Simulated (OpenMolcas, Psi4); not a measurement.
CH6BNO2 (SMILES OBNCO): methods side by side

The species is CH6BNO2 (11 atoms), meant as a singlet with charge 0. SMILES: `OBNCO`. The coordinates come from a PBE0-D4/def2-TZVP relaxation. This is a higher conformer, about 10 kJ/mol above the lowest found by a separate search.

```
atom    x (Å)    y (Å)    z (Å)
   O  -0.3653   1.8673   0.5240
   B  -0.1510   0.7763   1.3107
   N   0.0413  -0.5145   0.7616
   C  -0.0745  -0.8271  -0.6213
   O   0.8335  -0.0164  -1.3606
   H  -0.1459   1.6847  -0.3973
   H  -0.1355   0.9159   2.4996
   H   0.3440  -1.2657   1.3548
   H  -1.0958  -0.6290  -0.9783
   H   0.1421  -1.8900  -0.7746
   H   0.6727  -0.1585  -2.2982
```

Quantity: the dipole moment, in D. The values are calculated.

```tsv
level	kind	program	value (D)	CPU time
HF/def2-SVP	Hartree–Fock	OpenMolcas	4.17	16 s
PBE/def2-SVP	GGA	OpenMolcas	3.95	57 s
revPBE/def2-SVP	GGA	OpenMolcas	3.91	55 s
M06-L/def2-SVP	meta-GGA	OpenMolcas	3.98	66 s
r2SCAN/def2-SVP	meta-GGA	OpenMolcas	4.01	66 s
BHLYP/def2-SVP	global hybrid	OpenMolcas	4.07	59 s
M06-2X/def2-SVP	hybrid meta-GGA	OpenMolcas	4.05	69 s
CAM-B3LYP/def2-SVP	range-separated hybrid	Psi4	4.05	33 s
```

The values span 3.91 to 4.17 D. Magnitudes only. Times are those of the runs behind each value, whatever else they computed, on shared processors of several kinds: orders of magnitude only.

All the methods describe a strongly polar molecule, and the choice of functional changes the dipole only modestly. Hartree–Fock gives the largest value, the two GGAs the smallest, and the meta-GGAs and the hybrid functionals fall in between, probably because correlation, absent from Hartree–Fock, reduces the charge separation in the polar bonds.

The size of the dipole owes much to the conformation. The two O–H bonds point in nearly the same direction, so their contributions add rather than cancel. The hydroxyl on boron is also turned towards the carbinol oxygen, which suggests a weak, bent intramolecular hydrogen bond. Donation from the nitrogen and oxygen lone pairs into the formally empty boron p orbital moderates the polarity expected from electronegativity alone. Rotating either hydroxyl group could therefore change the dipole by more than the spread among the methods. Because every value uses the same small basis without diffuse functions, their agreement doesn't establish the absolute dipole to within that spread.
